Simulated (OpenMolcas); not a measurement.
## A ladder of methods for SiNH4F (SMILES N[SiH2]F)

SiNH4F: 7 atoms, total charge 0, spin state singlet. As SMILES, `N[SiH2]F`. The coordinates come from a PBE0-D4/def2-TZVP relaxation. This is one conformer, not always the lowest.

```xyz
7

N    -0.7615    0.3390   -0.6252
Si    0.5311   -0.1157    0.3734
F     0.5151   -1.6539    0.8298
H    -0.7866    0.1051   -1.6036
H    -1.6822    0.5135   -0.2584
H     0.4559    0.6762    1.6207
H     1.7894    0.0680   -0.3823
```

Quantity: the dipole moment, in D. The values are calculated.

| level | kind | program | value (D) | CPU time |
| --- | --- | --- | --- | --- |
| SVWN5/aug-cc-pVDZ | LDA | OpenMolcas | 1.96 | 25 s |
| BLYP/aug-cc-pVDZ | GGA | OpenMolcas | 1.89 | 37 s |
| PBE/aug-cc-pVDZ | GGA | OpenMolcas | 1.92 | 36 s |
| revPBE/aug-cc-pVDZ | GGA | OpenMolcas | 1.90 | 36 s |
| r2SCAN/aug-cc-pVDZ | meta-GGA | OpenMolcas | 1.92 | 43 s |
| B3LYP/aug-cc-pVDZ | global hybrid | OpenMolcas | 1.92 | 34 s |
| BHLYP/aug-cc-pVDZ | global hybrid | OpenMolcas | 1.94 | 33 s |
| PBE0/aug-cc-pVDZ | global hybrid | OpenMolcas | 1.94 | 35 s |

The values span 1.89 to 1.96 D. CPU times are rough (shared hosts, several kinds of processor): they show what a rung costs within a factor of a few.

The dipole moment of aminofluorosilane depends little on the functional, as expected for a closed-shell molecule with strongly polar single bonds and no near-degeneracy. Its size reflects electropositive silicon bound to fluorine and nitrogen, with the bond moments adding as vectors and the N–H bonds partly offsetting the Si–N contribution. The nearly planar nitrogen also keeps the lone pair's own contribution small.

Within each family, exact exchange raises the value slightly: from 1.89 D in BLYP through 1.92 D in B3LYP to 1.94 D in BHLYP, and from 1.92 D in PBE to 1.94 D in PBE0. This suggests somewhat stronger charge separation as exact exchange curbs the excessive delocalisation of semilocal functionals. LDA nevertheless gives the largest moment, 1.96 D, so the dipole does not rise steadily up the ladder. The close agreement shows robustness to the choice of functional, not accuracy, because without a correlated wavefunction or experimental reference an error common to all the functionals would go unseen.
